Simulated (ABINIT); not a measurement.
# Convergence of ε∞ with k-mesh length in Si (P6_3/mmc, 4 atoms), LDA linear response

The usual rule of thumb says that in a crystal with a gap the k-mesh error falls exponentially, so that each equal step in mesh length divides it by the same factor. We test this for the electronic dielectric constant $\varepsilon_\infty$ of Si in the four-atom hexagonal cell, and look for the mesh that brings the error to 1 %. The quantity sets the refractive index below the gap and the electronic screening of charges, so a sampling error passes straight into optical and defect models. The excess is measured against the densest mesh run, 13×13×9, at fixed cell. It is a purely numerical error and says nothing about how near LDA comes to a measured dielectric constant.

## Systems and settings

One crystal, Si (P6_3/mmc, 4 atoms) (from the Materials Project, whose computed structures hold known and hypothetical phases), relaxed once; then the Γ-centred k mesh alone was changed at fixed cell. Program: ABINIT 10.8.3, plane waves, LDA, PseudoDojo norm-conserving potentials, scalar-relativistic, no spin-orbit coupling, no spin; linear response at the zone centre. Plane-wave runs: cutoff 327 eV; k meshes with a least product of divisions and cell-vector length from 6 to 34 Å in the rows and 49 Å for the reference mesh; fixed occupations. Times are rough, from shared Arm server processors.

Notes on method and selection:

- In a crystal with a gap, sums over a regular mesh converge exponentially, more slowly the smaller the direct gap.
- The densest mesh need not be converged, which bends the last points down.
- Runs that did not converge, have known faults or may not be shown are not listed, and runs on Ansatz's PAW sets soft_1 and soft_2 are kept to separate tables.

Columns:

- k-mesh length (Å): k-mesh length, the least over the axes of divisions times cell-vector length.
- excess of ε∞: ε∞ minus its value 13.328 on the densest mesh run (13×13×9).
- ε∞: electronic dielectric constant ε∞, a third of the trace.
- highest mode (cm⁻¹): highest zone-centre mode, no sum rule, no LO-TO term.
- cost (core-s): processor time, shared machines, rough.

Input lines of one member:

```
ndtset 2
# common to the responses
getwfk_filepath "gso_WFK"
kptopt 2
nqpt 1
qpt 0.0 0.0 0.0
asr 0
chneut 0
# d/dk
rfelfd1 2
rfdir1 1 1 1
iscf1 -3
tolwfr1 1.0d-20
# displacements, field
rfphon2 1
```

Command (options for logging and memory left out): `OMP_NUM_THREADS=1 mpirun -n 4 abinit dfpt_gamma.abi > dfpt_gamma.log`

## Data

| member | k-mesh length (Å) | excess of ε∞ | ε∞ | highest mode (cm⁻¹) | cost (core-s) |
| --- | --- | --- | --- | --- | --- |
| k 2×2×1 | 6.3 | 21.715 | 35.043 | 586.9 | 20 |
| k 4×4×3 | 15.2 | 6.097 | 19.425 | 517.2 | 74 |
| k 6×6×4 | 22.8 | ? | ? | ? | 170 |
| k 8×8×5 | 30.4 | 0.727 | 14.055 | 508.7 | 340 |
| k 9×9×6 | 34.2 | 0.384 | 13.712 | 508.4 | 500 |

Cells marked ? are withheld until the estimate has been made.

## Reading the trend

The excess is positive on every mesh shown and falls with each refinement. Its logarithmic slope is ln(21.715 / 6.097) / (15.2 − 6.3) = 0.143 per Å over the first interval and ln(6.097 / 0.727) / (30.4 − 15.2) = 0.140 per Å over the second. The decay is therefore close to exponential, with the error falling by a factor e about every 7 Å.

This is what theory expects. The error of a regular mesh is made of the Fourier components of the summand at the repeat vectors of the mesh, and with a gap these decay exponentially with length. Small direct transition energies weigh heavily in $\varepsilon_\infty$, which makes the summand sharply peaked and the decay slow. A positive error would follow if the peak lies at or near Γ, which these meshes always contain and, when coarse, overweight.

The last interval is steeper, ln(0.727 / 0.384) / (34.2 − 30.4) = 0.168 per Å. Part of this comes from the reference: at 0.140 per Å the 13×13×9 mesh would itself retain an error of about 0.05, and adding that to both points lowers the slope to about 0.15. The step from five to six divisions along the long axis, which the least length does not count, may supply the rest.

No mesh shown reaches 1 %, which is 0.01 × 13.328 = 0.133. The 9×9×6 mesh is still 0.384 / 13.328 = 2.9 % high. Continuing at 0.140 per Å puts the 1 % point near 42 Å, so eleven in-plane divisions are borderline and twelve should be safe.

The highest mode settles much sooner. At 4×4×3 it lies 517.2 − 508.4 = 8.8 cm⁻¹ above its 9×9×6 value, under 2 %, while $\varepsilon_\infty$ is 46 % too high. The 2×2×1 mesh fails even qualitatively, with a pair of imaginary zone-centre modes that vanishes on all denser meshes.

## A prediction

Plain estimates from the members shown:

- k 6×6×4, straight-line interpolation between k 4×4×3 and k 8×8×5: w = (22.8 − 15.2) / (30.4 − 15.2) = 0.500, so 6.097 + 0.500 × (0.727 − 6.097) = 3.412

The straight-line estimate of 3.412 ignores the curvature of an exponential and must come out too high. We interpolate the logarithm of the excess instead. The 6×6×4 mesh lies midway in length between 4×4×3 and 8×8×5, so the estimate is their geometric mean, √(6.097 × 0.727) = 2.11.

The same route can be tried on two shown members. For 4×4×3, interpolated between 2×2×1 and 8×8×5, it gives about 6.2 against 6.097, which is 2 % high. For 8×8×5, interpolated between 4×4×3 and 9×9×6, it gives about 0.67 against 0.727, which is 8 % low. A straight line in the second case would give 6.097 + 0.8 × (0.384 − 6.097) = 1.53, about twice the actual value.

The shape of the mesh gives no reason for a shift. With cell vectors of 3.8 and 6.3 Å, the length along the long axis exceeds the in-plane length by a factor of 3 × 6.3 / 15.2 = 1.24 for 4×4×3, 4 × 6.3 / 22.8 = 1.11 for 6×6×4 and 5 × 6.3 / 30.4 = 1.04 for 8×8×5, so the withheld mesh sits between its neighbours in this respect too. An error of 0.05 left in the reference would move the result by only about 0.03.

We take the larger of the two trial misses as the standard deviation, 0.08 × 2.11 = 0.17, rounded to 0.2.

**Committed estimate, k 6×6×4: excess of ε∞ = 2.1 ± 0.2.**

## Check

| member | k-mesh length (Å) | excess of ε∞ | ε∞ | highest mode (cm⁻¹) | cost (core-s) |
| --- | --- | --- | --- | --- | --- |
| k 6×6×4 | 22.8 | 1.820 | 15.148 | 510.0 | 170 |

| member | estimate | excess of ε∞ | computed | estimate − computed | miss in error bars |
| --- | --- | --- | --- | --- | --- |
| k 6×6×4 | committed | 2.100 | 1.820 | +0.280 | 1.4 |
| k 6×6×4 | interpolation | 3.412 | 1.820 | +1.592 |  |

The estimate of 2.1 ± 0.2 lies 0.28 above the computed 1.820, outside its error bar by a modest margin. The straight-line interpolation misses by 1.592, nearly six times as much, so taking the logarithm was the right choice.

What failed was the assumption of an even decay between the neighbours. The slope of 0.140 per Å from 4×4×3 to 8×8×5 was an average of two unequal parts: ln(6.097 / 1.820) / 7.6 = 0.159 per Å, then ln(1.820 / 0.727) / 7.6 = 0.121 per Å. We had also argued that the shape of the mesh gave no reason for a shift. That looked only at lengths and overlooked that the two directions can converge in different ways. The axial component in fact dips below its final value and returns, so our picture of a peak near Γ that is always overweighted cannot hold for it. The exponential envelope survives, with a ripple on it.

## Residuals

No mesh breaks the trend. A straight line through the logarithms of all five excesses has a slope of about −0.14 per Å, and the largest departures from it are 6×6×4, about 9 % low, and 8×8×5, about 8 % high. The other three lie within about 2 %.

A likely reason for the low value is the dip of the axial component. Against the geometric mean of its neighbours the 6×6×4 trace is short by 2.11 − 1.82 = 0.29, which the axial component alone would supply if it were 3 × 0.29 = 0.87 lower. The table lists only the trace, but the dip does fall at this mesh: the axial component lies below its final value here while the in-plane one is still above.

The high value of 8×8×5 fits this too, since the axial component has by then come back up to slightly above its final value. Apart from 2×2×1, this mesh also has the least axial length to spare over its in-plane length, 5 × 6.3 = 31.5 against 30.4 Å, which may act in the same direction.

## Time and accuracy

Going from 4×4×3 to 9×9×6 raises the cost from 74 to 500 core-s, a factor of about 7, and cuts the excess by 6.097 / 0.384 = 16. On the three densest meshes shown the time is close to 1 core-s per point of the full mesh, for example 500 / (9 × 9 × 6) = 1.03. A 12×12×8 mesh would then take roughly 12 × 12 × 8 × 1.03 = 1200 core-s, or about five minutes on four cores.

For the highest mode alone this would be wasted. The 6×6×4 mesh already gives it within 510.0 − 508.4 = 1.6 cm⁻¹ of the 9×9×6 value for 170 core-s.

## Rules of thumb and their limits

From 6 to 34 Å the error of $\varepsilon_\infty$ falls exponentially on average, by a factor e per 7 Å. Interpolating its logarithm between adjacent meshes recovers the three inner members to within about 16 %.

For an error of 1 % the range of slopes found here, with an allowance for the unconverged reference, points to 41 to 44 Å. In this cell 12×12×8, at 12 × 3.8 = 45.6 Å, should suffice. The sum of the Born charges gives a warning within a single run, since it should vanish and shrinks along with the error of $\varepsilon_\infty$.

No omitted effect rivals the error of the coarsest mesh. On the two densest meshes shown, however, the sampling errors of about 5 and 3 % are already smaller than the usual error of LDA, which makes $\varepsilon_\infty$ of such semiconductors too large by very roughly 10 %. A denser mesh does not remove that.

[Logs are printed without paths, hosts, clocks, repeated set-up lines and the standing remarks that a program may print on its own settings, such as how far it seeks lower states.]
